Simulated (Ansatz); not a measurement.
**Si₂Mo: enthalpy under pressure, worked through**

These are results of DFT r2SCAN, scalar-relativistic, plane waves, PAW in Ansatz, not measurements. Settings: 500 eV cutoff, 18×18×18 k-mesh, Gaussian smearing of 0.10 eV, no spin polarisation.

Reference structure (relaxed):

```yaml
crystal:
  lattice:
    - [-1.60087, 1.60087, 3.90933]
    - [1.60087, -1.60087, 3.90933]
    - [1.60087, 1.60087, -3.90933]
  atoms:
    - { symbol: Si, position: [0.33529, 0.33529, 0.00000] }
    - { symbol: Si, position: [0.66471, 0.66471, 0.00000] }
    - { symbol: Mo, position: [0.00000, 0.00000, 0.00000] }
```

Cell and atoms were relaxed at each target pressure within the start's symmetry (I4/mmm), at zero temperature; other phases can be more stable under pressure. H = E + PV with P the target; E is the free energy at the smearing used, whose derivative the pressure is, per atom and counted from zero pressure.

```csv
P (GPa),V (Å³/atom),E − E0 (meV),H − H0 (meV)
0,13.358,0.0,0.0
2,13.238,0.7,166.0
5,13.069,4.4,412.3
10,12.811,16.4,816.0
20,12.362,58.0,1601.1
```

Thermodynamics gives dH/dP = V along a relaxed path. Integrate V over P by the trapezoid rule and compare with the computed enthalpies.

With 1 eV/Å³ = 160.22 GPa, each step adds the mean volume times ΔP / 160.22:
```
P (GPa)  ∫V dP (meV) H − H0 (meV) difference (meV)
      2        166.0         166.0               0.0
      5        412.3         412.3               0.0
     10        816.1         816.0               0.1
     20       1601.7        1601.1               0.6
```

V(P) curves upward, so the trapezoid rule runs high; integrating a smooth curve through the same points (P as a polynomial of degree 4 in ln V) puts that excess at about 0.5 meV at 20 GPa, against the 0.6 meV found.

At 20 GPa, how much of the enthalpy change is stored energy and how much is the PV term?

E rises by 58 meV/atom and PV is 20 × 12.362 / 160.22 = 1543 meV/atom, so PV makes 96 % of ΔH. So between rival structures at high pressure a small difference in volume can outweigh the difference in energy: 1 % of this volume is worth 15.4 meV/atom at this pressure.

What bulk modulus do the lowest pressures give?

From the pressures that the runs reached, -2.01 GPa (13.485 Å³) and 1.99 GPa (13.238 Å³), B = −ΔP/Δln V = 4.00 / 0.0185 = 217 GPa, a mean over that range.

The enthalpy rises almost linearly because the PV term is first order in pressure, whereas the stored energy starts at second order about the equilibrium volume. The stored energy's share therefore grows with compression, yet it is still only 58.0 meV/atom at 20 GPa. From 5 GPa upward, each doubling of pressure raises it by less than the factor of four expected of a harmonic solid with constant stiffness. This is the energetic counterpart of the upward-curving V(P): the lattice stiffens as short-range repulsion between the atoms steepens.

The bulk modulus of 217 GPa is that of a stiff solid, in keeping with the usual picture of MoSi₂, in which hybridisation between Mo 4d and Si 3p states gives the metallic compound strong, partly covalent bonds. The smooth compression gives no sign of an abrupt volume collapse within this structure at the pressures sampled. Volumes alone don't show how the compression is shared between the a and c axes, or between Mo–Si and Si–Si contacts.
